**What is computed**

A chemical shift is the shielding of a reference nucleus less that of the nucleus of interest, so a smaller or more negative value means stronger shielding. Here both come from density-functional theory with a small basis, at semi-empirical geometries. The molecule is CH₃–S–(CH₂)₅–F, numbered from the methyl carbon C1 through S2 to C7 and F8. The averaged shift weights each conformer by its computed population.

GIAO shifts of CH₃–S–(CH₂)₅–F without solvent, PBE0/6-31G(d) at GFN2-xTB geometries (PySCF 2.14.0, tblite 0.8.0), unscaled, with references at the same level. The average covers the ten conformers kept, with Boltzmann weights at 298.15 K from PBE0-D3(BJ)/6-31G(d) energies and GFN2-xTB free-energy terms. Protons carry the number of their carbon.

| atom | nucleus | count | reference | shift in conformer 1 (ppm) | shift in conformer 2 (ppm) | shift in conformer 3 (ppm) | shift in conformer 4 (ppm) | averaged shift (ppm) |
| --- | --- | --- | --- | --- | --- | --- | --- | --- |
| 1 | 13C | 1 | TMS | 18.40 | 18.50 | 17.20 | 16.60 | 17.80 |
| 3 | 13C | 1 | TMS | 38.00 | 38.20 | 38.20 | 34.90 | 37.50 |
| 4 | 13C | 1 | TMS | 33.30 | 33.10 | 28.10 | 25.50 | 30.00 |
| 5 | 13C | 1 | TMS | 29.20 | 29.30 | 23.70 | 22.50 | 26.90 |
| 6 | 13C | 1 | TMS | 33.70 | 33.60 | 33.30 | 30.00 | 32.40 |
| 7 | 13C | 1 | TMS | 81.40 | 81.40 | 81.60 | 81.20 | 81.90 |
| 8 | 19F | 1 | CFCl3 | -236.10 | -236.10 | -230.50 | -237.20 | -233.10 |
| 1 | 1H | 3 | TMS | 1.96 | 1.94 | 1.89 | 1.85 | 1.91 |
| 3 | 1H | 2 | TMS | 2.42 | 2.42 | 2.52 | 2.56 | 2.46 |
| 4 | 1H | 2 | TMS | 1.77 | 1.76 | 1.64 | 1.67 | 1.76 |
| 5 | 1H | 2 | TMS | 1.65 | 1.65 | 1.55 | 2.15 | 1.71 |
| 6 | 1H | 2 | TMS | 1.62 | 1.62 | 1.88 | 1.46 | 1.70 |
| 7 | 1H | 2 | TMS | 4.76 | 4.75 | 4.74 | 4.76 | 4.77 |

**From the stretched chain to the folded one**

In conformer 1 the chain from sulfur to C7 is stretched: each torsion along it is anti, near 180°. Only the two ends are turned gauche, C1 against C4 and fluorine against C5. Conformer 2 differs essentially in the sense in which fluorine is turned, and its carbon shifts agree with those of conformer 1 within 0.2 ppm. Conformer 3 turns sulfur gauche to C5 and fluorine anti to it. Conformer 4 also has sulfur gauche to C5, keeps fluorine gauche, and adds a bend that brings C3 and C6 gauche to each other.

**The atoms at the ends of a gauche torsion**

C3 and C6 are three bonds apart. Their shifts barely change in conformer 3, where they remain anti, but both fall by 3 to 4 ppm in conformer 4. C7 is the control: its carbon partner three bonds away, C4, stays anti in all four conformers, and its shift varies by only 0.4 ppm. This is the γ-gauche effect, in which a gauche partner three bonds away shields a carbon more than an anti partner does.

A common explanation, still debated, starts from distance. A gauche torsion brings the two end groups into close contact, which polarises their C–H bonds and slightly alters bond lengths, angles and orbital overlap. These changes are thought to weaken the deshielding that arises when the magnetic field mixes occupied with empty orbitals. The shifts show the dependence on torsion; the division among these contributions is theory that they do not test.

**A one-step estimate**

Suppose that every gauche partner gained between conformers 1 and 4 changes a carbon shift by the same step $\Delta$. With $n$ partners gained,

$$\delta_4 \approx \delta_1 + n\Delta .$$

C6 gains one partner and sets the step: $\Delta = 30.0 - 33.7 = -3.7$ ppm. C3, which was not used to set it, also gains one, so its shift should be $38.0 - 3.7 = 34.3$ ppm. The full calculation gives 34.9 ppm. The output below the text applies the same step to the other carbons. It works for C7, misses a drift of 1.8 ppm at C1, and fails more seriously at C5 and C4.

**Fluorine and C5**

Fluorine follows the same pattern. It lies near −236 ppm when gauche to C5 in the stretched conformers, but at −230.5 ppm when anti in conformer 3. Conformer 4 has sulfur gauche, as conformer 3 does, yet its gauche fluorine is again strongly shielded, so the turn of sulfur alone does not explain the difference. Absolute fluorine shifts at this level can be off by tens of ppm; the comparison between conformers is safer because much of that error is common to them.

C5 has two heteroatoms three bonds away. In conformer 3 it gains a gauche sulfur and loses a gauche fluorine, yet its shift still falls by 5.5 ppm. If the two changes add, turning sulfur from anti to gauche shields C5 by that much more than the same turn of fluorine does. In conformer 4 both are gauche and the drop is 6.7 ppm, well beyond the step found for a carbon partner. C5 is then also an inner carbon of the new bend, so this drop does not measure sulfur's effect alone.

**The irregular carbon**

C4 falls most, by 7.8 ppm in conformer 4, although its own partners have not changed: C1 remains gauche and C7 anti. Most of the drop is already present in conformer 3, where the bond between C3 and C4 has turned. An equal shielding of both carbons on every turned bond does not fit C3, which stays put there.

A possible cause is the alignment of bonds at C4. In the stretched chain its bond to C5 lies anti to the C–S bond; after the turn a C–H bond takes that place, which changes the orbital overlap with C–S. This is a guess. The reverse exchange beside fluorine, from conformer 1 to conformer 3, hardly affects C6, so the cause would have to act more strongly beside sulfur than beside fluorine.

The proton shifts differ from those of conformer 1 by at most 0.5 ppm. The largest change is a rise for the protons on C5 in conformer 4. The carbon model does not treat protons, and the cause of this rise is left open.

**What the average retains**

An averaged shift blends these folds. For C4 it lies 3.3 ppm below the value in conformer 1, so the most populated conformer alone would misplace this signal. The C7 average lies above all four listed values because the other conformers, which carry 41 % of the weight, have a higher mean shift there. Small energy errors, a conformer set cut off at ten and a small basis that can favour folded shapes make these averages less secure than the changes caused by a given turn.

Printed output of the fit:

```
Changes from conformer 1 and implied mean of the unprinted conformers, ppm:
  row  conformer 2 less 1  conformer 3 less 1  conformer 4 less 1  average less conformer 1  implied unprinted mean
    1                 0.1                -1.2                -1.8                      -0.6                   17.75
    3                 0.2                 0.2                -3.1                      -0.5                   37.52
    4                -0.2                -5.2                -7.8                      -3.3                   29.04
    5                 0.1                -5.5                -6.7                      -2.3                   27.03
    6                -0.1                -0.4                -3.7                      -1.3                   31.73
    7                   0                 0.2                -0.2                       0.5                   82.62
    8                   0                 5.6                -1.1                         3                  -230.1
    1               -0.02               -0.07               -0.11                     -0.05                   1.898
    3                   0                 0.1                0.14                      0.04                   2.449
    4               -0.01               -0.13                -0.1                     -0.01                   1.815
    5                   0                -0.1                 0.5                      0.06                   1.684
    6                   0                0.26               -0.16                      0.08                   1.786
    7               -0.01               -0.02                   0                      0.01                   4.794
Gamma-gauche step taken from C6, conformer 4 less 1, ppm: -3.7
Model less computed change at C1 in conformer 4, ppm: 1.8
Model less computed change at C3 in conformer 4, ppm: -0.6
Model less computed change at C4 in conformer 4, ppm: 7.8
Model less computed change at C5 in conformer 4, ppm: 3
Model less computed change at C7 in conformer 4, ppm: 0.2
Rival picture, change demanded at C3 in conformer 3, ppm: -5.2
Rival picture less computed change at C3 in conformer 3, ppm: -5.4
Further change at C4 from conformer 3 to 4, ppm: -2.6
Further change at C5 from conformer 3 to 4, ppm: -1.2
Fluorine shift, gauche conformer 1 less anti conformer 3, ppm: -5.6
Fluorine shift, gauche conformer 4 less anti conformer 3, ppm: -6.7
Weight of the four printed conformers, percent: 59
```
